**Q.** My mass spectra of simple-metal clusters show a few strong sizes and several weak ones. I was handed this table of spherical jellium clusters in LDA as the simplest reference. How do I read it?

Spin-polarised Kohn-Sham LDA (PW92) calculations with radks 2 and Libxc for spherical jellium clusters of N electrons, with a uniform background of charge N and radius rs N^(1/3), rs = 2.07 bohr. Shells are m-averaged and filled greedily, so a lower state can be missed. Levels are named by radial order, ions are vertical, and the second difference is E(N+1)+E(N-1)-2E(N) of neutral clusters.

```tsv
electrons	energy per electron (eV)	unpaired electrons	highest level	ionisation energy (eV)	second energy difference (eV)
1	0.27278	1	1s up	n/a	n/a
2	-0.64256	0	1s up	8.48095	2.9432
3	0.033393	1	1p up	4.80974	-1.0467
4	0.10969	2	1p up	6.13980	-1.0911
5	-0.062764	3	1p up	7.00367	0.31627
6	-0.12502	2	1p down	6.39349	-0.92517
7	-0.30166	1	1p down	7.15005	-0.72705
8	-0.52502	0	1p up	7.68305	3.4767
9	-0.31244	1	2s up	4.02280	-0.33422
10	-0.17580	2	1d up	4.60246	-0.62790
11	-0.12109	3	1d up	5.14438	-0.50581
12	-0.11764	4	1d up	5.59343	-0.46550
13	-0.15053	5	1d up	5.97258	0.19472
14	-0.16482	6	2s up	5.67963	0.11913
15	-0.16926	5	1d down	5.71184	-0.52478
16	-0.20594	2	1d down	6.09090	-0.50145
17	-0.26781	1	1d down	6.39175	-0.33788
18	-0.34157	0	1d up	6.65274	0.18185
19	-0.39799	1	2s up	6.39479	0.20763
20	-0.43840	0	2s up	6.23574	2.4653
21	-0.35755	1	1f up	3.84904	-0.31697
22	-0.29847	2	1f up	4.17704	-0.30505
23	-0.25779	3	1f up	4.46901	-0.29107
24	-0.23262	4	1f up	4.73152	-0.27623
25	-0.22052	5	1f up	4.96934	-0.26125
26	-0.21939	6	1f up	5.18608	-0.24658
27	-0.22749	7	1f up	5.38457	0.53999
28	-0.21571	6	1f down	4.79468	-0.25919
29	-0.21369	5	1f down	5.02523	-0.24284
30	-0.21990	4	1f down	5.23500	-0.22800
31	-0.23306	3	1f down	5.42696	-0.21425
32	-0.25210	2	1f down	5.60344	-0.20173
33	-0.27609	1	1f down	5.76641	-0.18996
34	-0.30426	0	1f up	5.91745	0.53825
35	-0.31544	1	2p up	5.34027	-0.098404
36	-0.32874	2	2p up	5.51196	-0.088309
37	-0.34370	3	2p up	5.66372	0.31099
38	-0.34969	2	2p down	5.40882	-0.093475
39	-0.35777	1	2p down	5.57629	-0.083939
40	-0.36754	0	2p up	5.72542	1.6175
```

**A.** Each row is a neutral cluster of $N$ electrons in a uniform positive sphere of radius $R=r_sN^{1/3}$. The highest level is named by radial order and angular momentum $l$, so 1d is the first $l=2$ level and 2s the second $l=0$ level; at closed shells the word "up" is only a label, since both spins are filled. The unpaired electrons give $M=N_\uparrow-N_\downarrow$. The second energy difference is $\Delta_2(N)=A(N+1)-A(N)$, where $A(N)=E(N)-E(N-1)$ is the energy of growing the cluster by one electron and one unit of background. A positive $\Delta_2$ means that the next step is less favourable than the last one.

**Q.** Why does $N=20$ stand out at 2.47 eV, and is that really a level gap?

**A.** The ionisation energy $I$ answers this independently, because it removes an electron at fixed background. Writing $B(N)$ for the energy of adding one unit of background to $N-1$ electrons gives the identity
$$\Delta_2(N)=I(N)-I(N+1)+B(N+1)-B(N).$$
From 20 to 21 the ionisation energy drops by 2.39 eV, just as the highest level changes from 2s to 1f. For every row from 20 to 39 the two quantities agree within 0.08 eV, so the table shows that peaks and ionisation drops are one and the same step in the level scheme. The charging energy, of order $e^2/2R$, sits in both $I$ and $B$ and leaves no step in a series of neutral clusters.

The background term matters for the smallest clusters. The ionisation drops after $N=2$ and $N=8$ differ by only about 0.01 eV, yet $\Delta_2$ is 2.94 eV for the first and 3.48 eV for the second. The low value at 2 therefore lies in $B$, which changes quickly when one added unit is half of the existing background.

**Q.** A particle in a spherical box would close shells at 18 and 34 as well. Why are those weak here?

**A.** The order of the peaks tells the shape of the effective well. A hard wall favours high $l$, whose density lies near the edge, and makes the gap at 34 about 1.5 times the gap at 40. A pure oscillator makes 1d degenerate with 2s and 1f with 2p, leaving no closure at 18 or 34. In the table the peak at 34 is 0.33 of the peak at 40, and 18 is weaker still relative to 20. The level pattern is thus nearer to that of an oscillator than to that of a hard wall, as expected for a flat-bottomed well with a soft edge; this is inferred from energies, not from the potential itself.

**Q.** Most rows are negative. Why should adding an electron to the same shell get easier each time?

**A.** The well widens as the shell fills. Write the kinetic energy as $S(N)f(N)$, with $S$ the sum of dimensionless level energies and $f\propto R^{-2}\propto N^{-2/3}$. Inside a shell $S$ grows linearly, so $\Delta_2\approx 2S'f'+Sf''$. With $S'f=E_F$ and $Sf=\tfrac35NE_F$ this is $(-\tfrac43+\tfrac23)E_F/N=-2E_F/3N$, the mean level spacing per electron with a minus sign. The table has this form: the in-shell values of 1f fall with exponent $-1.03$ in $N$, and those of 2p with $-0.97$ on four rows only. The size is met less well: $N\Delta_2$ averages $-6.68$ eV in 1f and $-3.36$ eV in 2p, while $\tfrac23E_F$ is 7.8 eV, so the formula gives the sign and the form but not the amount. Part of these averages is not widening at all: the spin term of the next answer also falls as $1/N$ and puts $-J/2$ into $N\Delta_2$, about $-1.5$ eV in 1f and $-2.5$ eV in 2p with the constants found there. In 2p little is then left for the widening well.

The same point can be read as a balance. A sum of $\Delta_2$ collapses to a difference of two values of $A$, and $A$ at the start of one major shell is close to $A$ at the start of the next. From 9 to 20 the positive rows add to $+3.17$ eV and the negative ones to $-3.30$ eV. Bunching levels into shells only redistributes the mean spacing, so at a given cluster size a more degenerate shell is followed by a larger step.

**Q.** Then what is the peak of 0.54 eV at $N=27$, in the middle of 1f?

**A.** It is a spin effect and no spatial closure. The first seven 1f electrons are parallel, the eighth must enter the opposite spin, and exchange has pushed that spin level up. Take the spin energy as $-JM^2/4N$. While $M$ changes steadily by one, the second difference of $M^2$ is 2 and the term adds $-J/2N$; at the maximum it is $2(M-1)^2-2M^2$, which lifts the row by $JM/N$ above its neighbours.

The uniform gas gives $J$ without any fit. Its exchange energy per electron varies with polarisation $\zeta=M/N$ as $\varepsilon_x(1+\tfrac29\zeta^2)$, so $J=-\tfrac89\varepsilon_x$. With $k_F=(9\pi/4)^{1/3}/r_s=0.927$ bohr$^{-1}$ and $\varepsilon_x=-3k_F/4\pi=-6.02$ eV, exchange alone gives $J=5.4$ eV. A rough recalled spin stiffness of the correlation energy lowers this to 3.7 eV.

For $N=27$ the estimated lift is then $3.7\times7/27=0.96$ eV. The table gives $0.540+(0.247+0.259)/2=0.79$ eV, so the estimate is about 20 % high relative to the table. The same reading returns $J=2.2$ eV at $N=5$ and 5.0 eV at $N=37$, which shows that one constant for all shells is good only to a factor of about two. The maximal spins come from a greedy filling search on spherical shells, so their agreement with Hund's rule is no test of the rule for real clusters.

**Q.** The 1d shell has no such single peak. Rows 13 and 14 show two small ones, and the 2s level comes and goes.

**A.** At $N=13$ five parallel electrons are in place, and the fourteenth can choose between 1d down and 2s up. It takes 2s up, which cuts one exchange step in two. Measured against row 12, the two rows together are lifted by 1.24 eV; the sequence $M=4,5,6,5$ makes that lift $6J/N$, giving $J=2.8$ eV, near the 3.1 eV of row 27. Reading 13 as pure 1d⁵ is an assumption, supported by the ionisation drop on going to 14 but not settled by the columns.

The same picture argues why 2s empties again at 16. Moving one electron from 1d down to 2s up raises $M$ by two and gains $5J/14$, $4J/15$ and $3J/16$ at $N=14$, 15 and 16, or about 1.0, 0.7 and 0.5 eV. The price is the 1d–2s spacing, for which rows 13 and 18, measured above their left neighbours, suggest 0.7 to 0.5 eV. Gain and price cross near 16, where the table switches to 1d⁸. The margin is thin, the second differences of rows 14 to 16 mix configurations, and the greedy search may have passed over a lower state.

**Q.** Do these pieces add up to the whole series?

**A.** Roughly. The model is a sum of four terms: an oscillator step $wN^{-1/3}$ per major shell $n$, a lowering $-uN^{-1/3}[l(l+1)-n(n+3)/2]$ of each level, the spin term, and a descent $-c/N$; the fillings are put in, with pure 1d assumed for the open shell of $N=10$ to 13 and 1g for $N=41$. Fitted to $N\ge11$ it has an rms error of 0.09 eV, against 0.24 eV for the pure oscillator and 0.37 eV for the hard wall. Over all rows its lead on the oscillator almost vanishes, so the evidence for flattening comes from the larger clusters. The constants shift with the rows chosen, and $w$ and $c$ trade against each other through the balance above, so they carry no meaning of their own.

The output printed below lists each row for a fit that leaves out 8 to 10, the rows containing $E(9)$; rows 13, 14, 20 and 27 are part of it. That fit falls short at 20 by 0.52 eV, a fifth of the peak, and misses row 9 by 0.99 eV. At $N=9$ the 2s level fills before 1d, against the fixed sign of $u$. A well more pointed at the bottom than an oscillator would allow this in the smaller cluster, but a missed lower state cannot be excluded either, and both remain guesses.

Row 10 is missed by 0.56 eV and row 3 by 0.49 eV. Several of the remaining failures concern levels with a radial node. Row 19, the half-filled 2s, lies above the closure at 18, while the model gives it the wrong sign; it also nearly loses the peak at 37. The shallow in-shell values of 2p are partly located: the ionisation energy rises as fast there as in late 1f, and the difference sits in $B$, whose step averages $+0.066$ eV in 2p against $-0.033$ eV in 1f. That noded orbitals, with more weight inside, split more strongly by spin is plausible but untested.

**Q.** What carries over to my clusters?

**A.** The strong closures are the safest part, since closed shells are spherical anyway. A series allowed to deform would usually split the open shells by the Jahn-Teller effect, lower the spins and bring an odd-even alternation, so the moments and half-shell peaks here depend on the spherical constraint and are no predictions for real clusters. At a lower density the level steps scale as $r_s^{-2}$ and exchange as $r_s^{-1}$, so by the argument above spherical half-shell peaks would gain on the closures. This density is that of aluminium, where only $N$ divisible by three matches a neutral cluster.

The energy per electron should not be read as cohesion. Along the four strong closures it rises from $-0.643$ to $-0.368$ eV, whereas real metal clusters become more bound with size. The known cause is the negative surface energy of uniform jellium at this density. Over all rows the slope against $N^{-1/3}$ has the other sign, because the smallest open shells lie high.

Output of the analysis:

```
D2 rebuilt from energy per electron: max deviation 0.0005 eV (rounding allows 0.0008 eV)
fits of D2, all in eV: rounded well w,u,J,c; pure oscillator w,J,c; hard wall h,J,c
 all rows     rounded    6.944 0.073 1.808 3.472  rms 0.230
 all rows     oscillator 6.810 1.554 3.434  rms 0.258
 all rows     hard wall  0.649 2.112 1.986  rms 0.550
 without 8-10 rounded    7.026 0.140 2.065 3.593  rms 0.184
 without 8-10 oscillator 6.340 1.501 3.224  rms 0.239
 without 8-10 hard wall  0.836 2.702 3.261  rms 0.384
 N>=11        rounded    9.409 0.251 2.851 4.323  rms 0.091
 N>=11        oscillator 6.683 1.129 3.210  rms 0.242
 N>=11        hard wall  1.200 4.430 3.906  rms 0.368
estimates: w 11.4, c=2EF/3 7.8, J exchange only 5.4, with rough correlation 3.7 eV
N: D2 table, model (fit without 8-10), model-table, IP(N)-IP(N+1), eV
 2: +2.94 +3.26 +0.32 +3.67 |  3: -1.05 -1.54 -0.49 -1.33 |  4: -1.09 -1.16 -0.07 -0.86
 5: +0.32 +0.31 -0.00 +0.61 |  6: -0.93 -0.77 +0.15 -0.76 |  7: -0.73 -0.66 +0.07 -0.53
 8: +3.48 +3.29 -0.19 +3.66 |  9: -0.33 -1.32 -0.99 -0.58 | 10: -0.63 -0.07 +0.56 -0.54
11: -0.51 -0.42 +0.09 -0.45 | 12: -0.47 -0.39 +0.08 -0.38 | 13: +0.19 +0.00 -0.19 +0.29
14: +0.12 +0.21 +0.09 -0.03 | 15: -0.52 -0.24 +0.29 -0.38 | 16: -0.50 -0.47 +0.03 -0.30
17: -0.34 -0.27 +0.07 -0.26 | 18: +0.18 +0.06 -0.12 +0.26 | 19: +0.21 -0.13 -0.34 +0.16
20: +2.47 +1.94 -0.52 +2.39 | 21: -0.32 -0.22 +0.10 -0.33 | 22: -0.31 -0.21 +0.09 -0.29
23: -0.29 -0.20 +0.09 -0.26 | 24: -0.28 -0.19 +0.08 -0.24 | 25: -0.26 -0.19 +0.08 -0.22
26: -0.25 -0.18 +0.07 -0.20 | 27: +0.54 +0.36 -0.18 +0.59 | 28: -0.26 -0.17 +0.09 -0.23
29: -0.24 -0.16 +0.08 -0.21 | 30: -0.23 -0.15 +0.07 -0.19 | 31: -0.21 -0.15 +0.07 -0.18
32: -0.20 -0.14 +0.06 -0.16 | 33: -0.19 -0.14 +0.05 -0.15 | 34: +0.54 +0.30 -0.24 +0.58
35: -0.10 -0.13 -0.03 -0.17 | 36: -0.09 -0.13 -0.04 -0.15 | 37: +0.31 +0.04 -0.27 +0.25
38: -0.09 -0.12 -0.03 -0.17 | 39: -0.08 -0.12 -0.03 -0.15 | 40: +1.62 +1.41 -0.21   -  
worst rows: N=9 -0.99, N=10 +0.56, N=20 -0.52, N=3 -0.49, N=19 -0.34, N=2 +0.32
 terms N=8: shell +3.51, l +0.35, spin -0.13, descent -0.45
 terms N=9: shell +0.00, l -0.81, spin -0.11, descent -0.40
 terms N=13: shell +0.00, l +0.36, spin -0.08, descent -0.28
 terms N=14: shell +0.00, l -0.35, spin +0.81, descent -0.26
 terms N=16: shell +0.00, l +0.33, spin -0.58, descent -0.22
 terms N=18: shell +0.00, l +0.32, spin -0.06, descent -0.20
 terms N=20: shell +2.59, l -0.41, spin -0.05, descent -0.18
 terms N=34: shell +0.00, l +0.43, spin -0.03, descent -0.11
 terms N=40: shell +2.05, l -0.53, spin -0.03, descent -0.09
D2 minus IP drop: max size 0.73 (N<20), 0.08 (N>=20); mean 1f rows 21-33 -0.033, 2p rows 35-39 +0.066 eV
half-shell excess (eV) and J: N=5 1.32, 2.2, N=27 0.79, 3.1, N=37 0.40, 5.0 ; 13+14 1.24, 2.8
sum of D2, N=9-20: positive +3.17, negative -3.30, net -0.13 eV
sum of D2, N=21-40: positive +3.01, negative -3.40, net -0.39 eV
in-shell 1f: mean N*D2 -6.68 eV, exponent -1.03
in-shell 2p: mean N*D2 -3.36 eV, exponent -0.97
D2 ratio 18/20 0.07, 34/40 0.33; hard-wall gap ratios 0.67, 1.49
energy per electron vs N^(-1/3), slope/intercept eV: 2,8,20,40 -0.53/-0.24; 8,20,40 -0.75/-0.15; all +0.49/-0.45 ; gas rough -0.2
```
